**Question**

In a model crystal of titanium hydride with the rocksalt structure, every hydrogen atom has six titanium neighbours at 2.052 Å, two of them along the x axis. (Known titanium hydrides usually hold hydrogen in the smaller tetrahedral sites instead.) The cell is stretched or compressed along x with its other two edges held fixed, and all hydrogen atoms are shifted by the same amount in the same direction along x, each towards one of its titanium neighbours. The table gives the electronic free energy from a density-functional calculation without spin polarisation, counted from the relaxed crystal. The mode amplitude is the displacement of hydrogen in the unstrained cell; in a strained cell, the actual displacement grows or shrinks in proportion to the cell length along x.

Ansatz 0.2.0, DFT with LDA (scalar-relativistic PAW, no spin polarisation) for rocksalt TiH, two atoms a cell; plane-wave cutoff 520 eV, 18×18×18 k mesh, Gaussian smearing of 0.15 eV. Strain is along x, with the mode pattern fixed in fractional coordinates and no relaxation; free energies are relative to the relaxed, unstrained cell.

| strain | free energy change at mode amplitude -0.186 angstrom (meV a cell) | free energy change at mode amplitude -0.1116 angstrom (meV a cell) | free energy change at mode amplitude 0 angstrom (meV a cell) |
| --- | --- | --- | --- |
| -0.07000 | 175.7 | 87.6 | 40.4 |
| -0.04670 | 127.0 | 55.2 | 17.0 |
| -0.02330 | 90.8 | 33.9 | 4.1 |
| 0.00000 | 65.7 | 22.4 | 0.0 |
| 0.02330 | 51.0 | 19.6 | 3.9 |
| 0.04670 | 46.8 | 25.7 | 15.8 |
| 0.07000 | 52.5 | 40.2 | 35.2 |

(a) How does the cost of displacing hydrogen change with strain, and why?

(b) With hydrogen in the centre, the energy is lowest at zero strain. With hydrogen displaced by 0.186 Å, the lowest row is a stretched one. Explain this, and estimate the best strain from the three central rows.

(c) Test the explanation at the smaller displacement.

**Model answer**

*(a) The cost of displacement.* Each displaced column contains two costs, that of straining the cell and that of moving the atom. Subtracting the column for zero amplitude in the same row leaves the second. For the larger displacement, this cost falls from 135 meV in the most compressed cell to 17 meV in the most stretched one. It falls at every step but stays positive, so hydrogen pushed along x is still drawn back to the centre.

A likely explanation starts from the two titanium neighbours on the x axis. When hydrogen moves towards one, it moves away from the other by the same distance. Short-range repulsion grows ever more steeply as atoms approach, so the energy rises more at the short contact than it falls at the long one. Stretching the cell lengthens both contacts and moves them to a flatter part of the repulsion curve, where the rise exceeds the fall by less.

To put this into a formula, let the repulsion energy of one contact fall exponentially with its length, with decay length $s$. Let $d$ be the unstrained contact length, $\varepsilon$ the strain, and $w$ the displacement of hydrogen relative to titanium. One contact then has length $d(1+\varepsilon)-w$ and the other $d(1+\varepsilon)+w$. Adding their energies and subtracting those of the centred atom gives the first term of

$$M = 2A\,e^{-d\varepsilon/s}\left[\cosh(w/s)-1\right]+Bw^2 .$$

Here $M$ is the cost of displacement and $A$ the repulsion energy of one unstrained contact. The term with $B$ stands for the four side contacts and everything smoother, and is assumed not to depend on strain beyond the change in $w$. The exponential factor carries the main message: the same stretch that lengthens the contacts also weakens the restoring force. In the fit used in part (c), $B$ is negative. This sign is expected of repelling side contacts, which grow longer when hydrogen leaves the centre and so favour the displacement. With the fitted $A$ and $s$, however, four such contacts would supply only about half of $B$; the formula leaves the rest unexplained. The cost is what remains of the first term after the opposing $B$ term, and it therefore falls by a larger factor than the first term alone.

*(b) The shifted minimum.* When all hydrogen atoms are displaced, stretching becomes worthwhile, because it lowers the cost of their displacement. Between strain 0 and 0.0467, that cost falls by 34.7 meV while the strain itself costs 15.8 meV, a net gain of 18.9 meV. By the last row the balance has turned: the strain cost now rises faster than the displacement cost falls. The turn in the column is therefore the sum of two smooth trends and needs no change of phase.

For the estimate, take the rows at strains $-h$, 0 and $+h$, with $h=0.0233$. The displacement costs in meV are

$$90.8-4.1=86.7,\qquad 65.7,\qquad 51.0-3.9=47.1 .$$

The bending of each energy curve follows from its outer two values less twice the middle one. This is $4.1+3.9=8.0$ meV for the strain cost and $86.7+47.1-2\times65.7=2.4$ meV for the displacement cost. The centred crystal has almost no slope at zero strain, so the minimum of the parabola through these points lies at

$$\varepsilon_{\min}\approx h\,\frac{(86.7-47.1)/2}{8.0+2.4}=0.0233\times\frac{19.8}{10.4}\approx0.044 .$$

The energy gradients of the same calculation also place the minimum at 0.044, outside the three rows used for the estimate. For the smaller displacement, both routes give 0.019, which is why that column is lowest in the row at 0.0233. The shift is smaller because the displacement cost, and with it the gain from stretching, grows roughly as the square of the displacement. These best strains hold for fixed side edges; a cell free to relax sideways could settle elsewhere.

*(c) The test.* The constants $A$, $B$ and $s$ were fitted to the seven costs at the larger displacement only. The formula then predicts the seven costs at the smaller displacement to within 0.4 meV, for values between 5 and 47 meV. A plain parabola in the displacement, drawn through the same larger-displacement costs, misses by up to 1.5 meV. The way the cost changes with strain thus helps to predict how it changes with displacement, as it should if both merely alter the lengths of the same contacts.

The agreement has a visible limit. At the larger displacement, the cost exceeds that of a parabola through the smaller one by about 4 meV in the most compressed cell and 3 meV in the most stretched. The formula makes this excess fall from about 5 to 3 meV, so it exaggerates the effect of strain. The three constants can also compensate for one another, and none should be read as a measured property of a titanium–hydrogen contact. The printed output below gives the fit and the test row by row.

**Remarks on the reasoning**

The decisive step is to subtract the energy of the centred crystal at the same strain. Without it, the turn in the displaced column looks like a change in the behaviour of hydrogen, although the displacement cost continues to fall.

A second trap is to extend the central slope in a straight line. At strain 0.07 this would leave a displacement cost of only 6 meV, whereas the calculation gives 17 meV. A repulsion that fades gradually also softens the restoring force gradually, so a straight line suggests an instability too early.

The energies describe atoms held in place, whereas hydrogen is light enough to spread around its site. In the harmonic approximation, the zero-point energy of this vibration is about 59 meV, close to the 65.7 meV needed for the larger displacement in the unstrained cell. Since stretching softens the vibration, it also lowers this zero-point energy. Zero-point motion in this mode therefore favours a cell somewhat longer along x than the table alone suggests.

The functional matters too. LDA usually makes such crystals slightly too small, and shorter contacts mean a stiffer restoring force. The displacement costs in the table are therefore probably somewhat too high, though no second functional was run to test this.

One question remains open. Stretching along x lengthens the two contacts, but it also enlarges the volume and may change the bonding, and the table cannot separate these effects. Stretching the cell along y while still pushing hydrogen along x would enlarge the volume but leave the two x contacts at their original length. Would the displacement cost fall or rise then, and by how much?

Printed output of the fit:

```
Cost of displacement alone in meV a cell and shortest Ti-H contact in angstrom:
      row  cost at 0.186  cost at 0.1116  contact at 0.186
    -0.07          135.3            47.2             1.732
  -0.0467            110            38.2             1.775
  -0.0233           86.7            29.8             1.819
      0.0           65.7            22.4             1.862
   0.0233           47.1            15.7             1.905
   0.0467             31             9.9             1.949
     0.07           17.3               5             1.992
Ratio of full-amplitude cost, most compressed to most stretched: 7.821
Same ratio per square of true displacement: 10.35
fit of M0 on 7 rows: coefficient of exp(-d*strain/s)*(exp(w0/s)+exp(-w0/s)-2) 186.1 +/- 0.77, coefficient of w0**2 -1407 +/- 14, s 0.246; rms 0.379, worst 0.0233 0.487, leave-one-out rms 1.01
Test at 0.1116 angstrom and rise beyond a parabola at 0.186 angstrom, meV a cell:
      row  predicted cost at 0.1116  computed rise  predicted rise
    -0.07                     47.09          4.189           4.841
  -0.0467                     37.85          3.889           4.406
  -0.0233                     29.64          3.922           3.999
      0.0                     22.39          3.478           3.623
   0.0233                     15.95          3.489           3.275
   0.0467                     10.21            3.5           2.953
     0.07                     5.112          3.411           2.659
Largest miss of contact model at 0.1116 angstrom (meV a cell): 0.3464
Largest miss of parabola through full amplitude at 0.1116 angstrom (meV a cell): 1.508
Full-amplitude cost at strain 0.07 if the central slope went on straight (meV a cell): 6.215
Estimated best strain at 0.186 angstrom, constant slope of cost: 0.05767
Estimated best strain at 0.186 angstrom, with curvature of cost: 0.04436
Estimated best strain at 0.1116 angstrom, with curvature of cost: 0.01888
Best strain at 0.186 angstrom from computed gradients: 0.04439
Best strain at 0.1116 angstrom from computed gradients: 0.01897
Fall of displacement cost from strain 0 to 0.0467 at 0.186 angstrom (meV a cell): 34.7
Rise of strain cost from strain 0 to 0.0467 (meV a cell): 15.8
Net fall of energy from strain 0 to 0.0467 at 0.186 angstrom (meV a cell): 18.9
Harmonic zero-point energy of this mode (meV): 59.43
```
